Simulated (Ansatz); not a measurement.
# Pressure, energy and Kohn-Sham gap of one amorphous Al₂O₃ cell under volume change, with r2SCAN

Amorphous Al₂O₃ serves as gate insulator, tunnel barrier and passivation layer, and such films are often under stress from the substrate or from growth. A change of density alters both the force the film exerts and the gap that holds back leakage. We follow pressure, energy and gap in one 155-atom model glass whose volume is scaled evenly, with the atoms relaxed again at each volume. Energies are per atom and counted from the relaxed cell; pressure is positive under compression. The gap is the Kohn-Sham gap at Γ, which with a functional of this kind tends to lie below a measured one. A glass can also switch bonds when squeezed, so we check whether the pressures and energies belong to one elastic curve.

## How the numbers were made

One cell of 155 atoms, Al2O3 in reduced formula. Start: 155 atoms (62 Al, 93 O) placed at random at 3.18 g/cm³, melted at 5000 K for 10 ps at fixed volume with the Morse and Coulomb pair potential with partial charges (Pedone, Malavasi, Menziani, Cormack and Segre, J. Phys. Chem. B 110, 11780 (2006)). Quenched from 5000 K to 300 K at 20 K/ps and fixed volume, held 5 ps, then minimised at fixed cell. Cell and atoms were then relaxed in DFT. From that cell the volume was scaled evenly and the atoms were relaxed again at each fixed cell. Ansatz 0.2.0: Kohn-Sham DFT with r2SCAN, PAW potentials, plane waves to 500 eV, k-points Γ alone, no spin polarisation, no spin-orbit coupling. Occupations: fixed occupations. The cutoff and the k-mesh are held, so the number of plane waves changes with the volume.

- volume change (%): change of the cell's volume from the relaxed cell, all three axes scaled alike.
- volume (Å³/atom): volume per atom.
- pressure (GPa): pressure, a third of the trace of the stress, positive under compression, without a kinetic term.
- energy (meV/atom): free energy per atom less that of the relaxed cell.
- gap (eV): Kohn-Sham gap: lowest empty less highest filled level over the k-points of the run.

Input lines of one member:

```
kpoints:
  mp_grid: { grid: [1, 1, 1] }
hamiltonian:
  xc: r2scan
scf:
  occupations: { method: fixed }
relax:
  f_tol: 0.05
  max_steps: 70
```

Command (options for logging and memory left out): `ansatz run input.yaml --threads 4 --backend cpu`

## Computed values

```
member        volume change (%)  volume (Å³/atom)  pressure (GPa)  energy (meV/atom)  gap (eV)
−10 %         −10                9.4724            15.672          40.889             4.820
−6 %          −6                 9.8934            8.065           10.076             4.607
−3 %          −3                 10.2091           3.085           −0.819             4.469
relaxed cell  0                  10.5249           −0.002          0.000              4.337
+3 %          3                  10.8406           ?               ?                  ?
+6 %          6                  11.1564           −6.362          12.746             4.022
```

Cells marked ? are withheld until the estimate has been made.

Least-squares fits to the members shown, with x = volume change (%); R² in the fitted variables, residuals in the unit of y:

```
y                  members  fit                                 R²    rms residual  leave-one-out rms  standard deviation of y
pressure (GPa)     5        y = −0.4941 − 1.202 x + 0.04037 x²  1.00  0.29          1.5                8.3
energy (meV/atom)  5        y = −3.040 + 0.1227 x + 0.4403 x²   0.99  1.8           11                 17
```

## Reading the trend

Pressure falls at every step from −10 % to +6 %, but not at an even rate. Between −10 % and −6 % it changes by (15.672 − 8.065) / 4 = 1.90 GPa per percent of volume, and between the relaxed cell and +6 % by (6.362 − 0.002) / 6 = 1.06 GPa per percent. Stiffening under compression is expected, because the repulsion between neighbouring ions rises steeply as their distance shrinks.

The energy shows a break in this picture. At −3 % the cell is under 3.085 GPa and yet lies 0.819 meV/atom below the relaxed cell. Elastic compression would have cost the mean pressure, (3.085 − 0.002) / 2 = 1.54 GPa, times the volume change, 10.5249 − 10.2091 = 0.3158 Å³/atom. With 1 meV/Å³ = 0.1602 GPa this is 1.54 × 0.3158 / 0.1602 = 3.04 meV/atom. The difference, 3.04 + 0.82 = 3.86 meV/atom, amounts to 155 × 3.86 / 1000 = 0.60 eV for the whole cell. This fits a local rearrangement into a deeper minimum, and at least one atom did move much farther in the compressed cells than any did in the stretched ones. The relaxed cell is therefore a local minimum, not the lowest state of this sample, and the pressure slope between −3 % and 0 is not a purely elastic one.

From −3 % to −6 % the mean pressure is (3.085 + 8.065) / 2 = 5.575 GPa and the volume change 10.2091 − 9.8934 = 0.3157 Å³/atom. The same sum gives 5.575 × 0.3157 / 0.1602 = 10.99 meV/atom, against 10.076 + 0.819 = 10.895 meV/atom from the table, so no further release of energy is visible there.

The gap narrows steadily with volume, by (4.820 − 4.022) / 16 = 0.050 eV per percent on average. A likely reason is that the lowest empty states, spread over Al and O, drop relative to the filled O 2p states as the Al–O distances grow. The rearrangement leaves no clear step in the gap, which suggests that the atoms involved do not set its edges.

## Predicting the missing value

Plain estimates from the members shown:

- +3 %, fit at x = 3: −3.737 GPa
- +3 %, straight-line interpolation between relaxed cell and +6 %: w = (3 − 0) / (6 − 0) = 0.500, so −0.002 + 0.500 × (−6.362 − (−0.002)) = −3.182 GPa

The quadratic fit is a poor basis for +3 %: it puts the relaxed cell at −0.494 GPa instead of −0.002 GPa, probably because it runs through the rearrangement. The straight line between the relaxed cell and +6 %, −3.182 GPa, stays on the stretched side but ignores curvature.

The energy supplies that curvature. The mean tension between the two cells is 12.746 / (11.1564 − 10.5249) × 0.1602 = 3.233 GPa, which exceeds the mean of the end values by 3.233 − 3.182 = 0.051 GPa. For a parabola the departure from the straight line at a fraction w of the interval is 6w(1 − w) times this excess, or 1.5 times at the middle. The estimate is −3.182 − 1.5 × 0.051 = −3.26 GPa.

The same route can be tried on −6 %, from the pressures and energies at −10 % and −3 %. The mean pressure is (40.889 + 0.819) / (10.2091 − 9.4724) × 0.1602 = 9.070 GPa, which lies below the mean of the end values, (15.672 + 3.085) / 2 = 9.3785 GPa, by 9.3785 − 9.070 = 0.3085 GPa. The straight line gives 15.672 − 4 × (15.672 − 3.085) / 7 = 8.479 GPa, and the factor at w = 4/7 is 6 × 4 × 3 / 49 = 1.469. The result is 8.479 − 1.469 × 0.3085 = 8.03 GPa, against 8.065 GPa in the table.

That miss of 0.04 GPa is too small to serve as the error, since a slight rearrangement at +6 % would lower the energy and hide part of the curvature. The curvature of the compressed cells serves as a rough upper guide. Their slope falls from 1.90 GPa per percent between −10 % and −6 % to (8.065 − 3.085) / 3 = 1.66 GPa per percent between −6 % and −3 %, two intervals whose midpoints lie 3.5 % apart. That is a change of (1.90 − 1.66) / 3.5 = 0.069 GPa per percent squared, which would put +3 % at −3.182 − 0.069 × 9 / 2 = −3.49 GPa. We take half the distance between the two results, (3.49 − 3.26) / 2 = 0.12 GPa, as one standard deviation.

**Committed estimate, +3 %: pressure = −3.26 ± 0.12 GPa.**

## Result

```
member  volume change (%)  volume (Å³/atom)  pressure (GPa)  energy (meV/atom)  gap (eV)
+3 %    3                  10.8406           −3.235          3.251              4.226
```

```
member  estimate       pressure (GPa)  computed  estimate − computed  miss in error bars
+3 %    committed      −3.260          −3.235    −0.025               0.2
+3 %    fit            −3.737          −3.235    −0.502
+3 %    interpolation  −3.182          −3.235    +0.053
```

The estimate of −3.26 GPa lies 0.025 GPa below the computed −3.235 GPa, well inside its error bar of 0.12 GPa. It came closer than the straight line, which missed by 0.053 GPa, and much closer than the quadratic fit, which missed by 0.502 GPa. The gain over the straight line is only about 0.03 GPa, too little to count for much with pressures that are loosely converged.

Keeping to the stretched side was the right choice. The energy gave the correct sign of the curvature but too much of it: a departure of 0.077 GPa from the straight line, where the computed one is 0.053 GPa. Carrying over the curvature of the compressed cells, which we did only to set the error bar, would have given −3.49 GPa, too low by 0.26 GPa.

Pressure and energy now agree along the stretched side. From the relaxed cell to +3 % the mean tension, (0.002 + 3.235) / 2 = 1.6185 GPa, accounts for 1.6185 × 0.3157 / 0.1602 = 3.19 meV/atom, against 3.251 in the table. From +3 % to +6 % it is (3.235 + 6.362) / 2 = 4.80 GPa and accounts for 4.80 × 0.3158 / 0.1602 = 9.46 meV/atom, against 12.746 − 3.251 = 9.495 meV/atom. This is what elastic stretching without a sizeable rearrangement would give.

## Outliers

Least-squares fits to the whole series, with x = volume change (%); R² in the fitted variables, residuals in the unit of y:

```
y                  members  fit                                 R²    rms residual  leave-one-out rms  standard deviation of y
pressure (GPa)     6        y = −0.3749 − 1.190 x + 0.03984 x²  1.00  0.32          0.90               8.0
energy (meV/atom)  6        y = −2.573 + 0.1673 x + 0.4382 x²   0.98  1.8           5.9                16
```

Largest departures from the fit to the whole series:

```
member        pressure (GPa)  fit     computed − fit  in rms residuals
−3 %          3.085           3.554   −0.469          1.5
relaxed cell  −0.002          −0.375  +0.373          1.2
+3 %          −3.235          −3.586  +0.351          1.1
+6 %          −6.362          −6.081  −0.281          0.9
```

The largest departures from the quadratic fit are −0.469 GPa at −3 %, +0.373 GPa at the relaxed cell and +0.351 GPa at +3 %. Their signs suit a rearrangement under compression: a network that has packed more densely pushes back less at a given volume, so −3 % falls below a curve shared with the unrearranged cells, and these lie above it. The slopes show the same thing. Pressure changes by 1.03 GPa per percent between −3 % and the relaxed cell but by 1.08 between the relaxed cell and +3 %, although a single elastic curve that stiffens under compression would have the larger slope on the compressed side.

The −0.281 GPa at +6 % comes from the form of the fit. Its curvature is set mainly by the compressed cells, so it flattens too early under tension.

In the gap, the step from +3 % to +6 % is 0.204 eV, against 0.111 eV from the relaxed cell to +3 %. A frontier level localised on a few strained atoms could shift unevenly in this way, but this is a conjecture.

## Rules of thumb and their limits

Between the relaxed cell and +6 % this glass responds almost linearly, and interpolation gives the pressure to about 0.05 GPa at the one point tried. Across the whole series the quadratic fit has a leave-one-out error of 0.90 GPa, good enough only for a rough value. Between −3 % and the relaxed cell an estimate also depends on which of the two atomic arrangements the cell adopts.

For this glass under even tension along all three axes, the first stretched step gives a bulk modulus of about (3.235 − 0.002) / 0.03 = 108 GPa. Each GPa of tension then expands the volume by 3 / 3.233 = 0.93 % and narrows the gap by 0.111 / 3.233 = 0.034 eV. A film on a substrate is stressed mainly in its plane, so these figures don't carry over to it directly.

The gap spans 0.80 eV over the series. The error of a semilocal functional in a wide-gap oxide is larger, roughly 1 to 3 eV too low, so the changes with volume are more useful than the gaps themselves.

[Logs are printed without paths, hosts, clocks, repeated set-up lines and the standing remarks that a program may print on its own settings, such as how far it seeks lower states.]

[On method and selection: Runs that did not converge, have known faults or may not be shown are not listed, and runs on Ansatz's PAW sets soft_1 and soft_2 are kept to separate tables. Series whose pressures fit the equation of state badly weren't written up.]
